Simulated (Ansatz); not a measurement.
## A series in volume scale on Ge

Results calculated with Ansatz 0.2.0, not measured. Free energy against uniform scaling of the volume at fixed shape and fractions; periodic cell, basis, potentials, k mesh and filling as listed.

The cell before it is scaled or strained (space group P6_3mc, No. 186):
```
Ge
1.0
      4.0504     0.0000     0.0000
     -2.0252     3.5078     0.0000
      0.0000     0.0000    10.9934
Ge
4
Direct
  0.00000 0.00000 0.97745
  0.00000 0.00000 0.47745
  0.33333 0.66667 0.91485
  0.66667 0.33333 0.41485
```

Settings of every row: functional r2SCAN; dispersion none; potentials PAW; wave cutoff 612.26 eV; density cutoff 2449 eV; k mesh 7x7x2; k shift 0x0x0; occupations cold; smearing width 0.1 eV; spin none.

Limits: a layered crystal: even scaling strains the bonds within the layers, so this curve is stiffer than the crystal under pressure; the cell comes from a prototype or a list of computed structures and needn't be the stable phase.

```
row  volume scale  V (Å³/atom)  pressure (GPa)  energy above lowest point (meV/atom)
  1          0.94       36.706             0.1                                     0
  2          0.96       37.487           -0.62                                   1.3
  3          0.98       38.268           -1.26                                   5.9
  4             1       39.049           -1.82                                  13.5
  5          1.02        39.83           -2.32                                  23.6
  6          1.04        40.61           -2.76                                    36
  7          1.06       41.391               ?                                     ?
```

Question: what pressure and energy above lowest point should row 7 give?

Worked fit of pressure. Take u = (V_r/V)^(2/3) − 1 with V_r = 38.659 Å³ an atom, which is twice the finite (Eulerian) strain; such expansions in the strain, on which the Birch-Murnaghan equation of state is built, carry the rest volume and the bulk modulus. The shown rows have u = 0.03516, 0.02074, 0.0068, -0.00667, -0.0197, -0.03229. Least squares give pressure = −1.549 + 41.96 × u + 139.5 × u² GPa; a straight line predicts inner rows, each left out in turn, worse (root mean square 0.061 against 0.0034 GPa). All shown rows lie on it to the printed digit. The pressure vanishes at u = 0.0332, or V = 36.81 Å³ an atom, and there the bulk modulus at fixed shape and fractions is B = −V dP/dV = (2/3)(1 + u) dP/du = 35.3 GPa. Letting shape and atoms relax would as a rule lower it, by much in layered, chain or molecular crystals. The withheld row has u = -0.0445, so the fit gives −1.549 + 41.96 × (-0.0445) + 139.5 × (-0.0445)² = -3.14 GPa.

The calculation gave -3.15 GPa. The fit lies 0.01 GPa (0.31 % of the column's range) above it, one unit of the last digit. This row lies beyond the range of the fit.

Worked fit of energy above lowest point. Take u = (V_r/V)^(2/3) − 1 with V_r = 38.659 Å³ an atom, which is twice the finite (Eulerian) strain; such expansions in the strain, on which the Birch-Murnaghan equation of state is built, carry the rest volume and the bulk modulus. The shown rows have u = 0.03516, 0.02074, 0.0068, -0.00667, -0.0197, -0.03229. Least squares give energy above lowest point = 9.36 − 562.3 × u + 8272 × u² + 4317 × u³ meV/atom; a parabola predicts inner rows, each left out in turn, worse (root mean square 0.063 against 0.034 meV/atom). All shown rows lie on it to the printed digit. Its lowest point lies at u = 0.0331, or V = 36.81 Å³ an atom, and the curvature there gives the bulk modulus at fixed shape and fractions, B = (4/9)(1 + u)² E″(u)/V = 35.9 GPa. Letting shape and atoms relax would as a rule lower it, by much in layered, chain or molecular crystals. The withheld row has u = -0.0445, so the fit gives 9.36 − 562.3 × (-0.0445) + 8272 × (-0.0445)² + 4317 × (-0.0445)³ = 50.4 meV/atom.

The calculation gave 50.4 meV/atom. The fit meets it to the printed digit. This row lies beyond the range of the fit.
